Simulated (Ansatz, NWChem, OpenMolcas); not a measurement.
## How methods differ on SiH3I (SMILES [SiH3]I)

SiH3I: 5 atoms, total charge 0, spin state singlet. SMILES: `[SiH3]I`. Geometry: relaxed at PBE0-D4/def2-TZVP.

Each level gives the vertical energy of the triplet above the singlet (eV). The values are calculated.

```json
{"level": "BLYP/def2-TZVP (core potential)", "kind": "GGA", "program": "OpenMolcas", "value (eV)": "5.11", "less CCSD(T)/def2-TZVP": "-0.42"}
{"level": "PBE/def2-TZVP (core potential)", "kind": "GGA", "program": "Ansatz", "value (eV)": "5.05", "less CCSD(T)/def2-TZVP": "-0.48"}
{"level": "revPBE/def2-TZVP (core potential)", "kind": "GGA", "program": "OpenMolcas", "value (eV)": "5.05", "less CCSD(T)/def2-TZVP": "-0.48"}
{"level": "r2SCAN/def2-TZVP (core potential)", "kind": "meta-GGA", "program": "OpenMolcas", "value (eV)": "5.21", "less CCSD(T)/def2-TZVP": "-0.32"}
{"level": "BHLYP/def2-TZVP (core potential)", "kind": "global hybrid", "program": "NWChem", "value (eV)": "5.46", "less CCSD(T)/def2-TZVP": "-0.07"}
{"level": "CAM-B3LYP/def2-TZVP (core potential)", "kind": "range-separated hybrid", "program": "NWChem", "value (eV)": "5.40", "less CCSD(T)/def2-TZVP": "-0.13"}
{"level": "HSE06/def2-TZVP (core potential)", "kind": "range-separated hybrid", "program": "Ansatz", "value (eV)": "5.24", "less CCSD(T)/def2-TZVP": "-0.29"}
{"level": "CCSD(T)/def2-TZVP (core potential)", "kind": "coupled cluster or CI", "program": "Ansatz", "value (eV)": "5.53", "less CCSD(T)/def2-TZVP": "0.00"}
```

CCSD(T)/def2-TZVP (core potential) is the highest level here, not the true value. Spin-orbit coupling, which can split open shells on such heavy atoms by tenths of an eV, is left out. The values span 5.05 to 5.53 eV. A triplet this far above the singlet is often a Rydberg-like or dissociative state; sets without diffuse functions put Rydberg states too high. In the correlated wave-function rows the outer d shell of I is correlated, in sets not made for it.

Every density functional places the triplet below the CCSD(T) value, with PBE and revPBE lowest at 5.05 eV and BHLYP closest at 5.46 eV. The excitation is probably from an iodine 5p lone pair into the Si–I σ* orbital, as is typical of molecules with a single bond to iodine. Such a promotion weakens the Si–I bond and moves some charge from iodine towards silicon, so the gap may rise with exact exchange because semilocal functionals tend to underestimate the cost of that transfer. Exact exchange isn't the only influence, however: r2SCAN, which has none, gives 5.21 eV, almost the same as the screened hybrid HSE06 at 5.24 eV. The agreement between BHLYP and CCSD(T) may therefore owe something to compensating errors in exchange and correlation, and it doesn't establish BHLYP as the better functional for silyl halides in general. Because the energies are vertical, they don't give the Si–I bond dissociation energy, which also depends on how far the triplet relaxes as the bond stretches.
